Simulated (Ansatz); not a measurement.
## Abstraction of F: how K changes with temperature for SiH2(SiH3)F + C2H2F3 ⇌ SiH3(SiH2) + C2H2F4

Species: SiH2(SiH3)F, singlet; C2H2F3 `[CH2]C(F)(F)F`, doublet; SiH3(SiH2), doublet; C2H2F4 (norflurane) `FCC(F)(F)F`, singlet. A radical takes F: the energy is the difference in strength between the Si–F bond broken and the C–F bond made.

The electronic reaction energy at CCSD(T)/CBS estimate is +145.4 kJ/mol. Shapes: PBE0-D4/def2-TZVP. Programs: Ansatz 0.2.0. Enthalpy and entropy come from rigid-rotor, harmonic-oscillator sums on unscaled PBE0-D4/def2-TZVP wavenumbers, ideal gases at 1 bar. Symmetry numbers: SiH2(SiH3)F 1, C2H2F3 1, SiH3(SiH2) 1, C2H2F4 1. R = 8.3145 J/(mol K).

| T (K) | ΔH (kJ/mol) | ΔS (J/(mol K)) |
| --- | --- | --- |
| 400 | +151.5 | -16.4 |
| 600 | ? | ? |
| 800 | +148.8 | -21.2 |

**Question.** Work out ln K at 400 and 800 K, and from these estimate it at 600 K.

**Answer.** 
1. 400 K: ΔG = +151.5 − 400 × (-16.4)/1000 = +158.1 kJ/mol; ln K = −ΔG/RT = -47.54.
2. 800 K: ΔG = +148.8 − 800 × (-21.2)/1000 = +165.8 kJ/mol; ln K = −ΔG/RT = -24.93.
3. Slope against 1000/T: (-24.93 − (-47.54))/(1.2500 − 2.5000) = -18.09, that is −ΔH/R with ΔH near +150 kJ/mol.
4. 600 K: ln K = -47.54 + (-18.09) × (1.6667 − 2.5000) = -32.47.

The full sums give ΔH = +150.0 kJ/mol, ΔS = -19.5 J/(mol K), ΔG = +161.7 kJ/mol and ln K = -32.41 at 600 K, so the line is off by -0.06 in ln K; without rounding the miss is -0.05, from the change of ΔH with temperature. The reactants are favoured over this whole range. An error of 10 kJ/mol in the energy moves ln K by 2.0 at 600 K. Soft modes are treated as harmonic, which can err either way at these temperatures; the lowest are those of SiH2(SiH3)F (100 cm⁻¹), C2H2F3 (80 cm⁻¹), SiH3(SiH2) (130 cm⁻¹), C2H2F4 (109 cm⁻¹). Open shells run unrestricted. The CBS estimate extrapolates MP2 from def2-TZVPP and def2-QZVPP and adds CCSD(T) − MP2 in the triple-zeta set, cores frozen.

Fluorine stays on silicon throughout the range because the Si–F bond broken is much stronger than the C–F bond made. Silicon is more electropositive than carbon, so its bond to fluorine is more polar and gains more ionic stabilisation; donation from the fluorine lone pairs into σ* orbitals on silicon probably adds to this.

Warming raises ln K, as it must for an endothermic reaction, yet ΔG also rises, from +158.1 to +165.8 kJ/mol. The two are compatible: ln K follows ΔG/RT, whereas the negative ΔS makes ΔG itself less favourable. With two molecules on each side there is no large translational gain, and the small entropy loss probably reflects stiffer vibrations once fluorine is bound to carbon. Heating therefore weakens the preference for the reactants without any entropic drive to overturn it.

The result concerns fluorine transfer alone: the same carbon radical could instead take hydrogen from an Si–H bond, a route normally favoured because C–H bonds are stronger than Si–H bonds.
